The highest filled level of this bismuth telluride slab drops by about 1.5 eV between neighbouring points of the surface zone. Does a single band really plunge that far, or does the drop come from the way levels are listed? The answer decides whether the surface should be thought of as a metal or as something with a gap.

Relaxed nine-plane Bi₄Te₅ slab of Bi₂Te₃(001), computed with Ansatz 0.2.0: PBEsol, scalar-relativistic, no spin polarisation, PAW, 420 eV plane-wave cutoff, Γ-centred 9×9×1 k mesh, Gaussian smearing of 0.05 eV. Levels are numbered outward from the Fermi level, below (b) and above (a). Outer orbital weights are Löwdin shares on the two outer planes of both faces together.

| point label | point a (reciprocal cell vectors) | point b (reciprocal cell vectors) | level b1 from the Fermi level (eV) | outer orbital weight b1 | level b2 from the Fermi level (eV) | outer orbital weight b2 | level a1 from the Fermi level (eV) | outer orbital weight a1 |
| --- | --- | --- | --- | --- | --- | --- | --- | --- |
| M | 0.5000 | 0.0000 | -0.360 | 0.640 | -1.670 | 0.380 | 0.150 | 0.720 |
| between | 0.4167 | 0.0000 | -0.310 | 0.620 | -1.650 | 0.400 | 0.010 | 0.640 |
| between | 0.3333 | 0.0000 | -0.390 | 0.620 | -1.450 | 0.340 | 0.120 | 0.720 |
| between | 0.2500 | 0.0000 | -0.020 | 0.680 | -0.280 | 0.640 | 0.510 | 0.260 |
| between | 0.1667 | 0.0000 | -0.080 | 0.780 | -0.320 | 0.720 | 0.370 | 0.240 |
| between | 0.0833 | 0.0000 | -0.490 | 0.760 | -0.630 | 0.800 | 0.150 | 0.180 |
| G | 0.0000 | 0.0000 | -0.380 | 0.520 | -0.750 | 0.440 | 0.060 | 0.220 |
| between | 0.0556 | 0.0556 | -0.480 | 0.820 | -0.580 | 0.840 | 0.070 | 0.180 |
| between | 0.1111 | 0.1111 | -0.140 | 0.860 | -0.200 | 0.780 | 0.270 | 0.380 |
| between | 0.1667 | 0.1667 | 0.000 | 0.740 | -1.370 | 0.240 | 0.190 | 0.820 |
| between | 0.2222 | 0.2222 | -1.450 | 0.220 | -1.820 | 0.220 | 0.130 | 0.680 |
| between | 0.2778 | 0.2778 | -1.600 | 0.220 | -1.730 | 0.180 | 0.090 | 0.620 |
| K | 0.3333 | 0.3333 | -1.750 | 0.190 | -1.750 | 0.190 | 0.290 | 0.590 |
| between | 0.3611 | 0.2778 | -1.640 | 0.200 | -1.790 | 0.180 | 0.230 | 0.600 |
| between | 0.3889 | 0.2222 | -1.590 | 0.180 | -1.720 | 0.200 | 0.070 | 0.600 |
| between | 0.4167 | 0.1667 | -0.050 | 0.620 | -1.620 | 0.260 | 0.300 | 0.640 |
| between | 0.4444 | 0.1111 | -0.070 | 0.680 | -1.660 | 0.140 | 0.030 | 0.640 |
| between | 0.4722 | 0.0556 | -0.090 | 0.660 | -0.140 | 0.640 | 0.280 | 0.380 |

## What is listed

Each row is one point of the surface zone, that is, one wave vector of an electron moving along the face. G stands for Γ, the centre of the zone; K is a corner and M the middle of an edge. The level b1 is the highest one below the Fermi level, b2 the next one down, and a1 the lowest one above. The outer orbital weight is the share of a level that sits on the two outermost atomic planes of both faces together.

The level b1 lies within about 0.5 eV of the Fermi level at most points. At K and the two listed points on either side of it, b1 lies between 1.45 and 1.75 eV below. The change happens in a single step on each side of K.

## Three readings

The tempting reading takes the column b1 for one band and concludes that this band is extremely steep on both sides of K. A second reading starts from the fact that the slab is metallic and supposes that bands of its interior cross the Fermi level. The third holds that bands of the outer planes rise through the Fermi level on the way to K. They then leave the list of filled levels, and b1 passes to a deeper band that was there all along.

## Following one step

Take the step from (0.1667, 0.1667) to (0.2222, 0.2222), on the way from Γ to K. At the first point b1 lies at the Fermi level and has an outer weight of 0.74. At the second it lies at −1.45 eV with a weight of 0.22. A single band would have to drop with a slope of about 9 eV Å and leave the surface in the same step. Where the number of filled outer bands stays the same, no step of b1 is steeper than about 3 eV Å.

Now look at b2 at the first point. It lies at −1.37 eV with a weight of 0.24, so it joins the new b1 almost smoothly in both energy and character. The new a1, at 0.13 eV with a weight of 0.68, is in turn a natural successor of the old b1. Both bands run on gently, and only their places in the list have changed.

On the other side of K the same exchange runs backwards. An outer band sinks below the Fermi level and becomes b1, while the deep band moves back to b2. The picture of one steep band fails at both steps.

## Surface or interior?

The outer weight also tests the second reading. The outer planes hold four of the nine atoms, so a level spread evenly through the slab would have a weight of about 0.44. Every level in the table within 0.05 eV of the Fermi level has at least 0.62. At these points, the states that make the slab metallic belong mostly to its outer planes.

The interior is nevertheless close to taking part. At Γ, a level with an outer weight of only 0.22, and so probably an interior one, lies just 0.06 eV above the Fermi level, about as far as the smearing reaches. The calculation leaves out spin–orbit coupling, which shifts the levels of elements as heavy as bismuth and tellurium by far more than that. The surface character of the metal is therefore a result at this level of theory, and none of the crossings here is the topological surface state for which Bi₂Te₃ is known.

## Why the outer bands are partly filled

The cause lies in where the crystal was cut. In Bi₂Te₃ each bismuth can give three electrons and each tellurium can take two, which balances exactly: the tellurium 5p bands are full and the bismuth 6p bands are empty. This slab has the composition Bi₄Te₅ and ends in bismuth on both faces. Its four bismuth atoms offer twelve electrons, but its five tellurium atoms accept only ten. Two electrons per cell are left over, one for each face.

Chemistry suggests where they go. A 6p orbital of bismuth inside the crystal is pushed up in energy by its bonds to tellurium on both sides. An outermost bismuth atom has lost the tellurium on one side, so its 6p orbitals are pushed up less and offer the lowest free places. The calculated populations agree with this: an outer bismuth atom holds about 3.0 electrons in 6p orbitals, an inner one about 2.8. These populations are not formal charges. The filled tellurium bands contain much bismuth 6p character, so even an inner bismuth atom holds far more than zero, and the difference does not measure the size of the surplus.

An outer bismuth atom has three 6p orbitals, but only the two lowest outer bands matter here, roughly one from each face. Each can hold two electrons per cell. The leftover electrons would fill just one of them. If the two bands were well separated in energy, the lower would be full, the upper empty, and the slab an insulator. Instead they overlap, because the energy of each band changes across the zone by more than the distance between them. Both are filled around Γ, both are empty around K, and the Fermi level cuts through them in between. At Γ itself the two levels probably mix with the interior, since their outer weights are only 0.52 and 0.44.

The same run confirms the overlap. Its 140 electrons would fill exactly 70 bands, but on the k mesh the lowest level of band 71 lies 0.67 eV below the highest level of band 70. That is just the distance between b1 at Γ, at −0.38 eV, and a1 at K, at 0.29 eV. So 71 bands are filled at Γ and only 69 at K. The path also has points between those of the mesh. Near Γ, b1 sinks to −0.49 eV there, which widens the overlap to about 0.78 eV.

## A count to check the idea

If this explanation is right, the number of filled outer bands, averaged over the zone, should be one. It can be estimated from the two lines that start at Γ. Each line has six points beyond Γ. A point farther out stands for a wider ring of the zone, so the points receive the weights 1, 2, 3, 4 and 5, and the end point receives 3 because only half of its ring lies inside. The weights add up to 18. A level b1 or b2 counts as a filled outer band if it lies above −1 eV.

- From Γ to K the numbers of filled outer bands are 2, 2, 1, 0, 0, 0. The average is (2·1 + 2·2 + 1·3)/18 = 0.5.
- From Γ to M they are 2, 2, 2, 1, 1, 1. The average is (2·1 + 2·2 + 2·3 + 1·4 + 1·5 + 1·3)/18 ≈ 1.3.

The mean of the two lines is about 0.9, close to the expected one. Two levels lie almost exactly at the Fermi level, and counting them the other way moves the result between about 0.8 and 1.1. No constant was fitted, and the cut at −1 eV falls in a range where the table has no levels. The estimate is coarse, though, since it represents the whole zone by two lines. The Fermi level is always placed so that the total number of electrons comes out right. With 69 deeper bands full, as found above, an average of one follows from that total. The count therefore checks that the levels are assigned consistently along the path; it is not independent evidence for the chemical explanation. The printed analysis below gives this count and the comparisons at both steps.

## Where the simple picture ends

The picture of one band per face is too simple at M. Two equivalent faces that did not feel each other would give every surface level twice, at practically the same energy. At M, however, the outer level at −0.36 eV stands alone: the next level above it is 0.51 eV away and the next below is farther still. The bands near M are therefore not those of two independent surfaces. Coupling through the thin slab is one possible reason, and a thicker slab would test it.

The distance between the two outer levels also changes abruptly. One point before M on the path from K it is only 0.05 eV, and on the last stretch from Γ to M it shrinks and grows again, while the mean of the two levels hardly moves. The table cannot tell whether these swings are physical or numerical, so the single distances should not be interpreted. The exchange of bands on both sides of K does not depend on them.

## How to read such a list

The columns b1, b2 and a1 are ranks counted from the Fermi level. Each time a band crosses that level, the ranks pass to other bands, and a column can jump. Counted from the lowest band upwards, the levels would change without a jump, with at most a kink where two bands meet. When a level seems to jump, compare both energy and surface weight with the neighbouring ranks before speaking of a steep band. The separation of about 2 eV between b1 and a1 at K is real at that point, yet it doesn't make the surface insulating, because the same outer bands are filled elsewhere in the zone.

For another cut of such a compound, the first step is to count the electrons that the surface atoms cannot hand over. If they fill only part of the overlapping surface bands, the Fermi level must cross those bands. This holds for a face that keeps its ideal arrangement and has no magnetic order, as was assumed here. The natural cleavage face of Bi₂Te₃ ends in tellurium and leaves no such surplus, so the metallic surface described here belongs to the bismuth-terminated cut.

The analysis program printed:

```
Fall of b1 between G and K, eV: -1.45
Slope if the fall were one band, eV A: 9.11
Rise of b1 between K and M, eV: 1.54
Slope if the rise were one band, eV A: 19.35
Steepest step of b1 where the number of filled outer bands stays the same, eV A: 2.969
At the fall, new b1 less old b2, eV: -0.08
At the fall, new a1 less old b1, eV: 0.13
At the fall, change of outer weight within column b1: -0.52
At the fall, outer weight of new b1 less old b2: -0.02
At the rise, new b2 less old b1, eV: -0.03
At the rise, new b1 less old a1, eV: -0.12
At the rise, change of outer weight within column b1: 0.44
At the rise, outer weight of new b2 less old b1: 0.08
Even share of four planes in nine: 0.4444
Smallest outer weight of b1 levels within 0.05 eV of the Fermi level: 0.62
Smallest outer weight of a1 levels within 0.05 eV of the Fermi level: 0.64
Lowest a1 level with less than the even share, eV: 0.06
Extra filled bands expected from valences: 1
Extra filled bands, rough zone average: 0.9167
Same average with the level at 0.000 eV counted empty: 0.8334
Same average with the level at 0.010 eV counted filled: 1.056
Level b1 at G less level a1 at K, eV: -0.67
Distance from b1 up to a1 at M, eV: 0.51
Distance from b1 down to b2 at M, eV: 1.31
Smallest distance of b1 and b2 where both are outer bands, eV: 0.05
```
